Error from the k-point mesh in Ta4O (5-atom cell, P1, a = 3.232, b = 3.261, c = 7.384 Å) at fixed geometry, relative to a 10×10×4 mesh. Ansatz 0.2.0, plane-wave PAW, scalar-relativistic PBE without spin polarisation, cutoff 420 eV, Gamma-centred meshes, Gaussian smearing of 0.1 eV. Energies are extrapolated to zero smearing; pressure is positive in compression.

| k mesh | energy less reference (meV/atom) | pressure less reference (GPa) | largest force change (eV/Å) | irreducible k points |
| --- | --- | --- | --- | --- |
| 1x1x1 | 41.7 | 0.847 | 6.00 | 1 |
| 2x2x1 | 237 | 2.88 | 1.44 | 4 |
| 4x4x2 | 1.22 | 0.137 | 0.386 | 20 |
| 6x6x2 | 9.07 | -0.017 | 0.104 | 40 |
| 6x6x4 | -0.133 | 0.060 | 0.0455 | 76 |

The energy, pressure and force columns give the difference from the densest mesh, and the last column counts the k points left once time reversal has paired k with −k. Along the rows the mesh becomes denser, yet the energy error rises twice: from 1x1x1 to 2x2x1, and again from 4x4x2 to 6x6x2. The largest force error, by contrast, falls at every step. Both are what one expects from what a k mesh leaves out in a metal, and from how that omission enters a single signed number as opposed to a whole set of forces.

### What a mesh leaves out

The electrons of a crystal occupy states at every k in the Brillouin zone, and a calculation replaces this continuum by a few points. A mesh with n divisions along a cell edge treats the crystal as if its waves repeated after n cells. Any part of the energy that varies slowly with k is averaged correctly. The parts that vary so fast that they look the same at every mesh point are mistaken for a constant, and this constant is the error. It can have either sign, and no variational principle makes it shrink steadily.

How quickly these parts die away depends on the electronic state. In an insulator every k point holds the same number of filled bands, the energy is a smooth function of k, and the error falls exponentially with the repeat length. In a metal the filling of a band stops abruptly at the Fermi surface. That edge produces contributions which reach far, decay slowly and alternate in sign, so a denser mesh may remove a helpful contribution and keep a harmful one.

Smearing the occupation softens the edge, but this helps a coarse mesh only if neighbouring k points differ in band energy by no more than a few smearing widths. An estimate for two divisions along the long c edge uses a rough, recalled band slope of 2 eV Å for a transition metal:

repeat length: L = 2 × 7.384 Å = 14.77 Å

spacing of k points: Δk = 2π/L ≈ 0.43 Å⁻¹

change of band energy: 2 eV Å × 0.43 Å⁻¹ ≈ 0.9 eV

This is several times the smearing of 0.1 eV. With this slope, smearing is expected to do little of the work of missing k points. The slope is rough, however: for bands three times flatter the step would be only about three smearing widths, and smearing would already damp a good part of the error. The four divisions of the reference along c only halve the step. The estimate explains why the error may be irregular; it gives neither its sign nor its size.

### The two coarsest meshes miss the band overlap

On the reference mesh the material is a metal: the highest band that would be filled in an insulator overlaps the next one by about 1.2 eV. Electrons therefore leave the high-lying states at some k points for lower ones at others. The 1x1x1 and 2x2x1 meshes miss this overlap and show small gaps instead, of 0.04 and 0.22 eV. With so few points there is next to no exchange of electrons between different parts of the zone. The 0.04 eV gap of 1x1x1 lies well below the smearing, so the two levels beside it are both partly filled, and its entropy term is 0.12 eV against 0.011 eV in the reference. Only 2x2x1 comes close to the filling of an insulator.

In theory such an exchange lowers the energy, and a mesh that misses the overlap leaves out this gain. This fits the positive energy errors of both rows. The poor average over the bands adds an error of its own, which may have either sign. The results do not separate the two contributions. The size of the missing gain is not known. If it is similar for both meshes, the difference between them comes mainly from the average.

The step from one point to four raises the energy by 195 meV/atom. The 2x2x1 mesh keeps the single point of 1x1x1, the zone centre, and adds three points on the zone boundary. Loosely speaking, the added points must pull the average upwards, although the electron density also readjusts. Why they lie high would have to be read from the band energies at each point, which are not available here.

The smaller energy error of 1x1x1 is thus no sign of a better description. Its largest force error, 6.00 eV/Å, is 2.6 times the largest force component in the reference, and it is about four times the force error of 2x2x1. About a quarter of its energy error also comes from the correction to zero smearing. That correction assumes a smooth supply of states around the Fermi level, which a single k point cannot offer.

### Why 4x4x2 appears better than 6x6x2

From 4x4x2 onwards all meshes find a metal, and the remaining irregularity can be traced by direction. Going from 4x4x2 to 6x6x2 refines only the plane of the two short edges and raises the energy by 7.9 meV/atom. Going on to 6x6x4 refines only the long direction and lowers it by 9.2 meV/atom. The simplest reading is that 4x4x2 carries two errors of opposite sign, one from each direction, which nearly cancel in the energy. The energy changes alone do not prove this, since any stray value between two good ones would produce them. The stresses do show that 4x4x2 carries an in-plane error: its yy stress is about 1 GPa too high, and refining the plane removes most of that. They do not give the sign of the energy error that goes with it. The small error of 4x4x2 is itself almost all correction to zero smearing: its free energy differs from the reference by only −0.044 meV/atom.

On this reading, the 6x6x2 mesh has lost one half of the compensation. Its repeat length has grown to about 19 Å in the plane but is still about 15 Å along c. The in-plane part of the energy error would be largely gone, the error along c would remain, and the total rises from 1.22 to 9.07 meV/atom. Not every quantity supports a clean in-plane gain: 4x4x2 finds a band overlap of 1.178 eV, close to that of the reference, while both 6x6 meshes find about 0.9 eV, and its Fermi energy is also the closest. Twice as many k points can thus make the energy worse, if they remove only one of two errors that had been cancelling.

The same reasoning gives a prediction for a mesh that is not in the table. If the effects of the two directions add, refining 4x4x2 only along c should shift its error by the same −9.2 meV/atom, to 1.2 − 9.2 ≈ −8 meV/atom. A 4x4x4 mesh would then look worse than 4x4x2, with the opposite sign to 6x6x2. Additivity is a weak assumption in a metal: repeats that combine four cells along a with two along c are about 20 Å long, belong to neither direction alone and are expected to matter. A single calculation would test it.

### Why the forces fall steadily and the pressure does not

The energy error is one number, in which contributions of opposite sign can cancel. The force column reports the largest error among fifteen components, three for each of the five atoms, of which twelve are independent because the forces sum to zero. It can be small only if all of them are small, and a chance cancellation in every component at once is unlikely. This makes a steady fall more likely than for the energy, though not certain: at every step several single components get worse while the largest keeps falling. The force column also exposes the fortunate energy of 4x4x2, whose force error is 3.7 times that of 6x6x2.

The pressure, like the energy, is open to cancellation, since it is the mean of the stresses along three axes. For 2x2x1 the pressure is 2.9 GPa too high, while the stress along z alone is 20 GPa too high and the other two are too low. A pressure error can therefore hide a far larger error in a single stress component.

A second kind of cancellation, between the two mesh directions, can explain why the pressure error is smallest at 6x6x2 and not at 6x6x4. The xx stress is nearly right at 6x6x2 but about 0.3 GPa too high at 6x6x4. Since 6x6x4 and the reference have the same four divisions along c, this 0.3 GPa belongs to the in-plane mesh. If the two directions add, an error along c of the opposite sign conceals it at 6x6x2.

### How far the convergence is established

The shared divisions along c also limit what the last row proves. Its energy error of −0.133 meV/atom compares six divisions in the plane with ten. Part of this close agreement may be luck, since the Fermi energy still differs by about 0.05 eV and the xx stress by 0.3 GPa. The row does not test whether four divisions along c are enough. The change from two to four was 9.2 meV/atom, and no result with more than four is available here.

For practical work, agreement in energy between two meshes is weak evidence of convergence in a metal. Here 4x4x2 and 6x6x4 agree to within 1.4 meV/atom, yet the force error of the first is more than eight times that of the second. A safer test refines one direction at a time and follows the forces and the separate stress components along with the energy. The values themselves belong to this one distorted cell, which is far from relaxed.

The output below lists the differences, ratios and stress components used here, together with the estimate of the band-energy change.

The analysis program printed:

```
Energy error split and electronic state:
    row  entropy part (meV/atom)  free energy error (meV/atom)  Fermi energy less reference (eV)  gap or minus overlap (eV)
  1x1x1                    11.18                         30.52                            0.7033                    0.03805
  2x2x1                   0.2055                         236.8                            0.5211                     0.2195
  4x4x2                    1.264                        -0.044                          -0.01049                     -1.178
  6x6x2                   0.3284                         8.742                           0.04497                    -0.9036
  6x6x4                   -0.117                        -0.016                           0.05476                    -0.9082
Stress errors against the reference (GPa):
    row        xx        yy       zz       xz
  1x1x1    -2.831    -1.421    6.792    9.818
  2x2x1    -4.423    -6.978    20.04   0.9043
  4x4x2   -0.3674    0.9842  -0.2047   0.6798
  6x6x2  -0.04585    0.0963  -0.1011   0.2862
  6x6x4    0.2884  0.000937  -0.1094  0.05922
Mesh geometry:
    row  points in full mesh  points after time reversal  repeat length along a (Å)  repeat length along c (Å)
  1x1x1                    1                           1                      3.232                      7.384
  2x2x1                    4                           4                      6.464                      7.384
  4x4x2                   32                          20                      12.93                      14.77
  6x6x2                   72                          40                      19.39                      14.77
  6x6x4                  144                          76                      19.39                      29.54
Energy change from 1x1x1 to 2x2x1 (meV/atom): 195.3
Energy change from 4x4x2 to 6x6x2, in-plane mesh only (meV/atom): 7.85
Energy change from 6x6x2 to 6x6x4, c mesh only (meV/atom): -9.203
Energy error of 2x2x1 over that of 1x1x1: 5.683
Energy error of 6x6x2 over that of 4x4x2: 7.434
Force error of 1x1x1 over that of 2x2x1: 4.167
Force error of 2x2x1 over that of 4x4x2: 3.731
Force error of 4x4x2 over that of 6x6x2: 3.712
Force error of 6x6x2 over that of 6x6x4: 2.286
Force error of 1x1x1 over the largest force component of the reference: 2.623
Entropy part of the 1x1x1 energy error (percent): 26.8
Rough band energy change between neighbouring k points along c with two divisions (eV): 0.8509
```
